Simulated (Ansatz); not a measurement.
# A series in volume scale on Si2Mo

Periodic Kohn-Sham DFT of a crystal at fixed atoms, scaled to volume_scale times the given cell; pressure positive in compression, energy less spherical unpolarised free atoms, largest_vzz the field gradient of largest size among the nuclei. The results are calculated, by Ansatz 0.2.0.

The cell before it is scaled or strained (space group I4/mmm, No. 139):
```
CELL_PARAMETERS angstrom
-1.60000 1.60000 3.93050
1.60000 -1.60000 3.93050
1.60000 1.60000 -3.93050
ATOMIC_POSITIONS crystal
Si 0.33300 0.33300 0.00000
Si 0.66700 0.66700 0.00000
Mo 0.00000 0.00000 0.00000
```

Settings of every row: method all-electron LAPW; functional PBEsol; relativity scalar; k mesh 16x16x16; filling fermi-dirac; smearing width 0.08 eV; basis error target 1 meV/atom; nucleus gaussian.

Atom start moment: 0 on all atoms.

```
row  volume scale  V (Å³/atom)  energy less free atoms (eV/atom)  pressure (GPa)
  1          0.96       12.879                           -8.3488            6.72
  2          0.99       13.282                                 ?               ?
  3             1       13.416                            -8.355          -2.685
  4          1.02       13.684                           -8.3471          -6.669
  5          1.06       14.221                            -8.313         -13.426
```

Question: what energy less free atoms and pressure should row 2 give?

Worked fit of energy less free atoms. Take u = (V_r/V)^(2/3) − 1 with V_r = 13.55 Å³ an atom, which is twice the finite (Eulerian) strain; such expansions in the strain, on which the Birch-Murnaghan equation of state is built, carry the rest volume and the bulk modulus. The shown rows have u = 0.03444, 0.00665, -0.00654, -0.03171. Least squares give energy less free atoms = −8.35188 − 0.5957 × u + 19.891 × u² eV/atom; a straight line predicts inner rows, each left out in turn, worse (root mean square 0.014 against 7.4e-05 eV/atom). All shown rows lie on it to the printed digit. Its lowest point lies at u = 0.0150, or V = 13.25 Å³ an atom, and the curvature there gives the bulk modulus at fixed shape and fractions, B = (4/9)(1 + u)² E″(u)/V = 220 GPa. Letting shape and atoms relax would as a rule lower it, by much in layered, chain or molecular crystals. The withheld row has u = 0.01341, so the fit gives −8.35188 − 0.5957 × (0.01341) + 19.891 × (0.01341)² = -8.3563 eV/atom.

The calculation gave -8.3563 eV/atom. The fit meets it to the printed digit.

Worked fit of pressure. Take u = (V_r/V)^(2/3) − 1 with V_r = 13.55 Å³ an atom, which is twice the finite (Eulerian) strain; such expansions in the strain, on which the Birch-Murnaghan equation of state is built, carry the rest volume and the bulk modulus. The shown rows have u = 0.03444, 0.00665, -0.00654, -0.03171. Least squares give pressure = −4.732 + 302.135 × u + 882.09 × u² GPa; a straight line predicts inner rows, each left out in turn, worse (root mean square 0.63 against 0.0025 GPa). The rows lie off it by 0.000, -0.001, 0.001, 0.000. The pressure vanishes at u = 0.0150, or V = 13.25 Å³ an atom, and there the bulk modulus at fixed shape and fractions is B = −V dP/dV = (2/3)(1 + u) dP/du = 222 GPa. Letting shape and atoms relax would as a rule lower it, by much in layered, chain or molecular crystals. The withheld row has u = 0.01341, so the fit gives −4.732 + 302.135 × (0.01341) + 882.09 × (0.01341)² = -0.522 GPa.

The calculation gave -0.523 GPa. The fit lies 0.001 GPa (0.005 % of the column's range) above it, one unit of the last digit.
